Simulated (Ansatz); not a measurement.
CdH2O2: pressure and energy above lowest point against volume scale

All results are calculated (Ansatz 0.2.0). Free energy against uniform scaling of the volume at fixed shape and fractions; periodic cell, basis, potentials, k mesh and filling as listed.

The cell before it is scaled or strained (space group P-3m1, No. 164):
```
CdH2O2
1.0
      3.5155     0.0000     0.0000
     -1.7578     3.0445     0.0000
      0.0000     0.0000     4.6430
Cd H O
1 2 2
Direct
  0.00000 0.00000 0.00000
  0.66667 0.33333 0.55096
  0.33333 0.66667 0.44904
  0.66667 0.33333 0.75937
  0.33333 0.66667 0.24063
```

Settings of every row: functional r2SCAN; dispersion none; potentials PAW; wave cutoff 500 eV; density cutoff 2000 eV; k mesh 6x6x4; k shift 0x0x0; occupations fixed; smearing width 0 eV; spin none.

Limits: the cell comes from a prototype or a list of computed structures and needn't be the stable phase.

| row | volume scale | V (Å³/atom) | pressure (GPa) | energy above lowest point (meV/atom) |
| --- | --- | --- | --- | --- |
| 1 | 0.9 | 8.945 | 14.71 | 39.1 |
| 2 | 0.925 | 9.193 | 10.04 | 20 |
| 3 | 0.95 | 9.442 | 5.96 | 7.6 |
| 4 | 0.975 | 9.69 | 2.38 | 1.2 |
| 5 | 1 | 9.939 | -0.74 | 0 |
| 6 | 1.025 | 10.187 | -3.48 | 3.3 |
| 7 | 1.05 | 10.436 | -5.89 | 10.6 |
| 8 | 1.075 | 10.684 | -7.99 | 21.4 |
| 9 | 1.1 | 10.933 | ? | ? |

Question: what pressure and energy above lowest point should row 9 give?

Worked fit of pressure. Take u = (V_r/V)^(2/3) − 1 with V_r = 9.8145 Å³ an atom, which is twice the finite (Eulerian) strain; such expansions in the strain, on which the Birch-Murnaghan equation of state is built, carry the rest volume and the bulk modulus. The shown rows have u = 0.0638, 0.04458, 0.02613, 0.00855, -0.00837, -0.02453, -0.04011, -0.05502. Least squares give pressure = 0.77 + 185.11 × u + 494.9 × u² + 445 × u³ GPa; a parabola predicts inner rows, each left out in turn, worse (root mean square 0.024 against 0.0089 GPa). The rows lie off it by 0.00, -0.01, 0.01, -0.01, 0.00, 0.00, 0.00, 0.00. The pressure vanishes at u = -0.0042, or V = 9.877 Å³ an atom, and there the bulk modulus at fixed shape and fractions is B = −V dP/dV = (2/3)(1 + u) dP/du = 120 GPa. Letting shape and atoms relax would as a rule lower it, by much in layered, chain or molecular crystals. The withheld row has u = -0.06942, so the fit gives 0.77 + 185.11 × (-0.06942) + 494.9 × (-0.06942)² + 445 × (-0.06942)³ = -9.84 GPa.

The calculation gave -9.84 GPa. The fit meets it to the printed digit. This row lies beyond the range of the fit.

Worked fit of energy above lowest point. Take u = (V_r/V)^(2/3) − 1 with V_r = 9.8145 Å³ an atom, which is twice the finite (Eulerian) strain; such expansions in the strain, on which the Birch-Murnaghan equation of state is built, carry the rest volume and the bulk modulus. The shown rows have u = 0.0638, 0.04458, 0.02613, 0.00855, -0.00837, -0.02453, -0.04011, -0.05502. Least squares give energy above lowest point = −0.02 + 70.9 × u + 8424 × u² + 1155 × u³ meV/atom; a parabola predicts inner rows, each left out in turn, worse (root mean square 0.065 against 0.02 meV/atom). All shown rows lie on it to the printed digit. Its lowest point lies at u = -0.0042, or V = 9.877 Å³ an atom, and the curvature there gives the bulk modulus at fixed shape and fractions, B = (4/9)(1 + u)² E″(u)/V = 120 GPa. Letting shape and atoms relax would as a rule lower it, by much in layered, chain or molecular crystals. The withheld row has u = -0.06942, so the fit gives −0.02 + 70.9 × (-0.06942) + 8424 × (-0.06942)² + 1155 × (-0.06942)³ = 35.3 meV/atom.

The calculation gave 35.3 meV/atom. The fit meets it to the printed digit. This row lies beyond the range of the fit.
